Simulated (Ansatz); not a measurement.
# A series in volume per atom on Sr2O5

All results are calculated (Ansatz 0.2.0 development build). Equation of state of a cubic crystal from periodic Kohn-Sham density functional theory without spin; pressure corrected for the finite basis.

Cell of the first row (space group Pn-3m, No. 224):
```
CELL_PARAMETERS angstrom
5.68590 0.00000 0.00000
0.00000 5.68590 0.00000
0.00000 0.00000 5.68590
ATOMIC_POSITIONS crystal
Sr 0.00000 0.00000 0.00000
Sr 0.50000 0.50000 0.00000
Sr 0.50000 0.00000 0.50000
Sr 0.00000 0.50000 0.50000
O 0.50000 0.00000 0.00000
O 0.00000 0.50000 0.00000
O 0.00000 0.00000 0.50000
O 0.50000 0.50000 0.50000
O 0.75000 0.75000 0.25000
O 0.75000 0.25000 0.75000
O 0.25000 0.75000 0.75000
O 0.75000 0.25000 0.25000
O 0.25000 0.75000 0.25000
O 0.25000 0.25000 0.75000
```

Settings of every row: formula Sr2O5; structure type cubic X2O5; functional PBE; spin treatment none; k mesh 10x10x10; occupation method fermi-dirac; occupation width 0.061225619 eV; wave cutoff 420 eV; datasets soft-1 PAW; density cutoff ratio 4.

Limits: a cubic model structure, not a phase known at ambient conditions; modest k-mesh, values are not fully converged in k; no spin polarisation, a magnetic state may lie lower.

```csv
row,volume per atom (Å³),energy above lowest point (meV/atom),pressure (GPa)
1,13.13,13.31,5.439
2,13.41,5.63,3.405
3,13.689,1.3,1.584
4,13.969,0,-0.05
5,14.248,?,?
6,14.527,5.17,-2.824
7,14.807,11.14,-3.997
```

Question: what energy above lowest point and pressure should row 5 give?

Worked fit of energy above lowest point. Take u = (V_r/V)^(2/3) − 1 with V_r = 13.829 Å³ an atom, which is twice the finite (Eulerian) strain; such expansions in the strain, on which the Birch-Murnaghan equation of state is built, carry the rest volume and the bulk modulus. The shown rows have u = 0.03518, 0.02072, 0.00681, -0.00669, -0.03229, -0.04453. Least squares give energy above lowest point = 0.297 + 96.29 × u + 7714.4 × u² + 1863 × u³ meV/atom; a parabola predicts inner rows, each left out in turn, worse (root mean square 0.038 against 0.015 meV/atom). The rows lie off it by 0.00, 0.01, -0.01, 0.00, 0.00, 0.00. Its lowest point lies at u = -0.0063, or V = 13.96 Å³ an atom, and the curvature there gives the bulk modulus at fixed shape and fractions, B = (4/9)(1 + u)² E″(u)/V = 77.4 GPa. The withheld row has u = -0.0197, so the fit gives 0.297 + 96.29 × (-0.0197) + 7714.4 × (-0.0197)² + 1863 × (-0.0197)³ = 1.38 meV/atom.

The calculation gave 1.38 meV/atom. The fit meets it to the printed digit.

Worked fit of pressure. Take u = (V_r/V)^(2/3) − 1 with V_r = 13.829 Å³ an atom, which is twice the finite (Eulerian) strain; such expansions in the strain, on which the Birch-Murnaghan equation of state is built, carry the rest volume and the bulk modulus. The shown rows have u = 0.03518, 0.02072, 0.00681, -0.00669, -0.03229, -0.04453. Least squares give pressure = 0.7444 + 121.493 × u + 338.17 × u² GPa; a straight line predicts inner rows, each left out in turn, worse (root mean square 0.21 against 0.0045 GPa). The rows lie off it by 0.002, -0.002, -0.003, 0.003, 0.002, -0.002. The pressure vanishes at u = -0.0062, or V = 13.96 Å³ an atom, and there the bulk modulus at fixed shape and fractions is B = −V dP/dV = (2/3)(1 + u) dP/du = 77.7 GPa. The withheld row has u = -0.0197, so the fit gives 0.7444 + 121.493 × (-0.0197) + 338.17 × (-0.0197)² = -1.518 GPa.

The calculation gave -1.513 GPa. The fit lies 0.005 GPa (0.053 % of the column's range) below it; its largest miss of a shown row is 0.003 GPa.
